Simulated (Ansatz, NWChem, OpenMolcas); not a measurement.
## A ladder of methods for InNH3 (SMILES [NH2][InH])

InNH3: 5 atoms, total charge 0, spin state doublet. SMILES: `[NH2][InH]`. The shape is that of a PBE0-D4/def2-TZVP optimisation. This is one conformer, not always the lowest.

| atom | x (Å) | y (Å) | z (Å) |
| --- | --- | --- | --- |
| N | -0.2994 | -0.7365 | 0.2647 |
| In | 0.8466 | 0.9464 | 0.2960 |
| H | -0.8468 | -0.9608 | -0.5547 |
| H | 0.0176 | -1.5856 | 0.7076 |
| H | 0.3319 | 2.2626 | -0.7551 |

Each level gives the electronic atomisation energy (eV). The values are calculated. Electronic energies at fixed atoms, without zero-point motion or spin-orbit coupling.

| level | kind | program | value (eV) | CPU time (all runs) |
| --- | --- | --- | --- | --- |
| USVWN5/def2-SVP (core potential) | LDA | Ansatz | 14.32 | 5.6 s |
| UBLYP/def2-SVP (core potential) | GGA | Ansatz | 12.18 | 7 s |
| UM06-L/def2-SVP (core potential) | meta-GGA | OpenMolcas | 12.11 | 30 s |
| U-r2SCAN0/def2-SVP (core potential) | hybrid meta-GGA | Ansatz | 11.93 | 19 s |
| U-wB97M-V/def2-SVP (core potential) | range-separated hybrid | Ansatz | 12.45 | 79 s |
| UB2PLYP/def2-SVP (core potential) | double hybrid | Ansatz | 11.91 | 9.6 s |
| UMP2/def2-SVP (core potential) | perturbation theory | NWChem | 11.33 | 34 s |
| UBCCD(T)/def2-SVP (core potential) | coupled cluster or CI | Ansatz | 11.31 | 17 s |

Correlated wave functions underbind in double-zeta sets. The values span 11.31 to 14.32 eV. In the correlated wave-function rows the outer d shell of In is correlated, in sets not made for it. Times are those of the runs behind each value, whatever else they computed, on shared processors of several kinds: orders of magnitude only.

The local density approximation binds HInNH2 far more strongly than any other level, at 14.32 eV, and the first gradient-corrected functional removes most of that excess. Local exchange treats the compact, strongly inhomogeneous densities of the free atoms worse than the smoother density of the molecule, so the atoms come out too high in energy and the bonds too strong. Above that rung the order is not monotonic: the range-separated hybrid, at 12.45 eV, lies above both the GGA and the meta-GGA, so a more elaborate functional does not simply mean weaker binding. MP2 and coupled cluster nearly coincide, which suggests that correlation effects beyond second order largely cancel between molecule and atoms in this basis, not that they are small in each. The total also includes two strong N–H bonds and so does not measure the In–N bond. Nor does it show that this formally In(II) radical resists losing hydrogen to give In(I) amide, a route favoured by indium's reluctance to engage its 5s pair in bonding.
